## Question

Zinc (nuclear charge $Z=30$) and selenium ($Z=34$) form the crystal ZnSe. For a core level with quantum numbers $n$ and $l$, use the screening number $s = 3.5 + (n-1)(9+l)$.

(a) Estimate by hand how far the Se 2p3/2 and Zn 3s levels lie below the top of the valence band.

(b) Spin-orbit coupling splits the Zn 2p level by 23.9 eV. Estimate the splitting of Se 2p.

(c) Why does part (b) need a different screening number from part (a)?

## Model answer

**The picture.** Consider a thin spherical shell of electrons around the nucleus. An electron far outside it feels a nucleus weakened by the full charge of the shell. An electron inside it feels no force from the shell, yet its energy is raised, because the potential inside is constant but not zero. The depth of a level therefore depends on the electrons farther out as well as on those farther in, whereas the force near the nucleus depends almost entirely on those farther in.

**(a) Depth.** Treat the level as if it belonged to a hydrogen-like atom of charge $Z-s$. This charge stands in for the energy only: the real orbit is tighter, because the outer electrons raise the level without pushing the electron outwards. In the hydrogen-like atom the orbit shrinks in proportion to $1/(Z-s)$, and the energy goes as charge over radius, hence as the square:

$$\text{depth} \approx 13.6\ \text{eV}\left(\frac{Z-s}{n}\right)^2 .$$

For Se 2p3/2, $n=2$ and $l=1$ give $s = 3.5+10 = 13.5$. Then $(34-13.5)/2 = 10.25$, its square is 105, and the depth is about 1430 eV.

For Zn 3s, $n=3$ and $l=0$ give $s = 3.5+18 = 21.5$. Then $(30-21.5)/3 = 2.83$, its square is 8.0, and the depth is about 109 eV.

**(b) Splitting.** Spin-orbit coupling follows the force divided by the distance, which is charge over radius cubed. Since the radius shrinks as the charge grows, the splitting rises with the fourth power of the effective charge. For a 2p level in a hydrogen-like field, first-order theory gives

$$\Delta \approx 0.453\ \text{eV}\left(\frac{Z-\sigma}{10}\right)^4 ,$$

where $\sigma$ is the screening number for the force. The zinc splitting of 23.9 eV requires $\sigma \approx 3$. With the same $\sigma$, selenium has $(34-3)/10 = 3.1$, and the splitting is $0.453 \times 3.1^4 \approx 41.8$ eV.

**(c) Two screenings.** The depth counts the potential of the outer electrons, so $s$ is about 13 for 2p. The splitting is decided close to the nucleus, where those electrons exert hardly any force, so $\sigma$ is only about 3.

The estimates can be held against density-functional eigenvalues from the program exciting (sodium is the name of its release). The core electrons were treated relativistically, with spin-orbit coupling; the valence electrons were treated without it. Zn 3p is missing from the table because it was treated as a valence shell. A core level is negative because it is counted from the valence top; its depth is the same number without the sign.

Core levels of ZnSe (space group F-43m), calculated with exciting sodium using the PBE functional, the all-electron LAPW+lo method and an 8 × 8 × 8 k-mesh. The levels are Kohn-Sham eigenvalues counted from the valence top; the valence electrons were treated without spin-orbit coupling.

| row | core level (eV) | core element | core shell |
| --- | --- | --- | --- |
| 1 | -9519.4 | Zn | 1s1/2 |
| 2 | -1154.0 | Zn | 2s1/2 |
| 3 | -1015.8 | Zn | 2p1/2 |
| 4 | -991.9 | Zn | 2p3/2 |
| 5 | -125.2 | Zn | 3s1/2 |
| 6 | -12494.8 | Se | 1s1/2 |
| 7 | -1600.2 | Se | 2s1/2 |
| 8 | -1434.9 | Se | 2p1/2 |
| 9 | -1393.1 | Se | 2p3/2 |
| 10 | -207.2 | Se | 3s1/2 |
| 11 | -150.7 | Se | 3p1/2 |
| 12 | -144.8 | Se | 3p3/2 |

## Remarks on the reasoning

**How good is the depth rule?** Relative to the computed depths, Se 2p3/2 comes out 3 % too deep and Zn 3s 13 % too shallow. Over the table the error stays below 10 % for $n=1$ and 2 and reaches 15 % for $n=3$. This measures how well three numbers summarise twelve levels, because the constants in $s$ are convenient values close to a least-squares fit to all twelve, both worked rows included.

**Where does it fail?** A harder test takes $s$ from a computed zinc level and uses it for the same level of selenium. The depth is then 1 % too large for 1s, but 25 % too large for 3s. Selenium has four more electrons and a tighter 3d shell, and the potential of these electrons lifts its core levels by more than a fixed $s$ allows for. Such a lift is a small share of a 1s depth and a large share of a 3s depth, so the rule is safest for the deepest shells. Its constants also belong to elements near zinc and selenium. For magnesium, with $Z=12$, the 2p screening number of 13.5 would exceed the nuclear charge.

**Is the second screening number really needed?** The numbers say so from both sides. If $s$ from the computed Zn 2p3/2 level is put into the splitting formula, the result is 3.9 eV, about six times too small. If only the two 1s electrons are allowed to screen the depth, that level comes out 2.7 times too deep. The reason for the difference is the electrostatic argument above; $s$ and $\sigma$ themselves are effective numbers, not counts of electrons.

**How far does the splitting rule reach?** The selenium 2p splitting is a genuine test, since $\sigma$ came from zinc alone, and the estimate agrees with the table, though the match to the last digit owes something to the rounding of $\sigma$. The value 3 belongs to 2p, however. With the factor in front of the formula scaled as $1/n^3$, the Se 3p splitting of 5.9 eV corresponds to $\sigma \approx 8$. A 3p electron has more electrons inside its orbit. They weaken the pull that holds it, so it spends less time close to the nucleus than the $1/n^3$ scaling alone would suggest.

**What is the estimate good for?** In a compound of known elements such as ZnSe, it tells which element and which main shell $n$ a deep level belongs to. In the third shell the margin is thin: Zn 3s and Se 3p3/2 lie 20 eV apart, about as much as the rule errs there. Beyond the first shell it is too coarse to separate neighbouring elements, or the s and p levels of one shell, reliably. It also says nothing about the chemical state of the atom, which shifts core levels by only a few eV. Nor should it be read as a measured binding energy. Eigenvalues of this kind are too shallow, for these 1s levels by roughly a hundred eV or more, whereas splittings suffer much less because most of the error is common to both members of a doublet.
